The level gaps of these free atoms fall short of the true cost of moving an electron from one atom to another by about 6 to 7 eV. All five lie below 1 eV, as if the atoms were almost metallic. The cause is that an orbital gap is read as an energy of charging, although both levels belong to one and the same potential. In truth an added electron is repelled by one electron more than an electron that leaves. PBE also puts the levels themselves in the wrong place.

Single-point calculations of free atoms in a periodic box of 15 × 15.5 × 16 Å with Ansatz 0.2.0: collinear-spin PBE, scalar-relativistic plane-wave PAW, 420 eV cutoff, Γ point only, Gaussian smearing of 0.005 eV, symmetry off. Energies over elements are relative to the elements' standard states in PBE, at zero smearing; the level gap is taken over both spins.

| species | starting moment | energy over elements (eV/atom) | spin moment (μB) | level gap (eV) |
| --- | --- | --- | --- | --- |
| Co | 3 μB | 5.022 | 3.00 | 0.286 |
| Ge | 2 μB | 3.727 | 2.00 | 0.147 |
| Ni | 2 μB | 4.758 | 2.00 | 0.072 |
| Pt | 2 μB | 5.543 | 2.00 | 0.000 |
| Ru | 4 μB | 6.761 | 4.00 | 0.827 |

The true gap is $I-A$, where $I$ is the ionisation energy, paid to remove an electron, and $A$ is the electron affinity, regained when one is added. For germanium, rough recalled measurements are 7.9 and 1.2 eV, so the true gap is near 6.7 eV. The table has 0.147 eV. The spin moment gives no warning, because it is the expected whole number in every row. Nor does the geometry matter: a lone atom has nothing to relax, so the runs are single points.

The two spin directions of the same atom show where the gap is lost. The small gap belongs to the spin whose outer shell is partly filled. The other spin has only full and empty shells, and there the same calculation gives a gap of at least 3.5 eV in every atom. That wider gap is a spacing between shells, and it is not a charging energy either. A fault of the box or the basis would hardly spare one spin, so the open shell is the place to look.

In an open shell, the last filled orbital and the first empty one are near twins. They have almost the same size and feel the same potential, so their levels lie close together. In cobalt and nickel the likeness is looser, because the 4s and 3d orbitals of that spin mix. In ruthenium the outputs don't show whether the first empty level is 4d or 5s. Yet an electron that leaves and one that is added don't meet the same repulsion. The first was repelled by all the others, while the second is repelled by these and also by the one that could have left. This extra repulsion is the main reason why $I$ exceeds $A$, and a single potential for both orbitals can't show it. In PBE it appears only as the levels shift while the charge of the atom changes.

The exact energy, followed through fractional electron numbers, runs in straight pieces with a kink at each whole number. The slope is $-I$ on one side of the neutral atom and $-A$ on the other. A semilocal functional such as PBE replaces the kink by a smooth bend, since it lets a fraction of an electron repel itself. If $x$ is the number of electrons added, the simplest smooth curve through cation, atom and anion is

$$E(x)=E(0)-\frac{I+A}{2}\,x+\frac{I-A}{2}\,x^2 .$$

Setting $x=-1$ gives $E(0)+I$, and $x=1$ gives $E(0)-A$, as it should. An orbital level is the slope of the energy with respect to that orbital's filling. At $x=0$ the slope is $-(I+A)/2$, so the filled and the empty twin should both lie near this value.

For germanium the estimate is $-(7.9+1.2)/2=-4.55$ eV. The midpoint of its two levels is computed at −4.25 eV, which is 0.3 eV higher. The estimate has no adjustable constant, and it comes within 0.5 eV for all five atoms; the output after this text lists them. Germanium is the cleanest test, because its electron leaves and enters the same 4p shell. In the metals the measured ions may gain or lose an s electron, while the frontier levels are partly or wholly d, so the agreement there is only a rough check. Levels are counted from the mean potential in the box, which should lie within about 0.1 eV of vacuum. The bend itself is argued from theory, as no charged atoms were calculated, but the levels do lie near the place that it predicts.

Two errors must therefore be kept apart. Even the exact functional would not make the orbital gap equal to $I-A$, because the kink adds a jump that no orbital level contains. It would, however, put the highest filled level at $-I$. PBE puts that level 3.2 to 3.7 eV too high, about half of the true gap, and this shift is the functional's own fault. The empty level is expected to shift with it, so the gap alone doesn't reveal this second error. A sounder route to $I$ and $A$ is to subtract total energies of whole atoms and ions, which uses the curve only at whole electron numbers. In a periodic box the energy of an ion must also be corrected for its repeated images.

The small gaps that remain have little to do with charging. In germanium two of three 4p orbitals are filled with the same spin, although all directions in a free atom are equivalent. The chosen pair makes the density flattened instead of round, and this splits the empty orbital from the filled ones. In platinum one 5d hole is instead shared by two orbitals of equal energy, which gives the zero gap. The entropy term of the run confirms it, for it equals that of two half-filled levels. A lower state with a whole hole in one orbital may exist, and it would reduce platinum's energy over elements.

That energy, the cost per atom of taking the whole solid apart, is far less affected, since it compares neutral systems. Against rough recalled measurements it is off by 0.3 eV on average, and by 0.6 eV at worst, for cobalt. These errors also contain those of the solids, and for platinum the absence of spin-orbit coupling. In cobalt and nickel the mixing of 4s and 3d, which a perfectly round atom would not allow, may add to them. For the energy needed to turn the solid into free atoms, the column is thus a usable guide to within several tenths of an eV, whereas the level gap should not be used to judge how easily an atom gains or loses charge.

Numerical output:

```
Gap against ionisation energy less electron affinity:
  row  level gap (eV)  I less A rough recalled (eV)  gap of the other spin (eV)
   Co           0.286                          7.24                       3.734
   Ge           0.147                           6.7                       7.295
   Ni           0.072                           6.4                       3.896
   Pt               0                           6.9                        4.99
   Ru           0.827                           6.4                       3.558
Frontier levels over the mean potential:
  row  highest filled (eV)  lowest empty (eV)  midpoint (eV)  parabola estimate (eV)  midpoint less estimate (eV)
   Co                -4.18             -3.894         -4.037                   -4.28                       0.2426
   Ge               -4.326             -4.179         -4.253                   -4.55                       0.2972
   Ni               -4.341             -4.269         -4.305                    -4.4                       0.0946
   Pt               -5.353             -5.353         -5.353                   -5.55                       0.1971
   Ru               -4.151             -3.324         -3.737                    -4.2                       0.4626
Errors against rough recalled values:
  row  highest filled level too high by (eV)  lowest empty level too low by (eV)  energy over elements too large by (eV)
   Co                                   3.72                               3.234                                   0.622
   Ge                                  3.574                               2.979                                  -0.173
   Ni                                  3.259                               3.069                                   0.358
   Pt                                  3.647                               3.253                                  -0.257
   Ru                                  3.249                               2.324                                   0.061
Smallest shortfall of the level gap against I less A (eV): 5.573
Largest shortfall of the level gap against I less A (eV): 6.954
Mean size of the midpoint's miss (eV): 0.2588
Mean size of the error of the energy over elements (eV per atom): 0.2942
Entropy term expected for two half-filled levels (eV): 0.002821
Entropy term of Pt in the outputs (eV): 0.002821
```
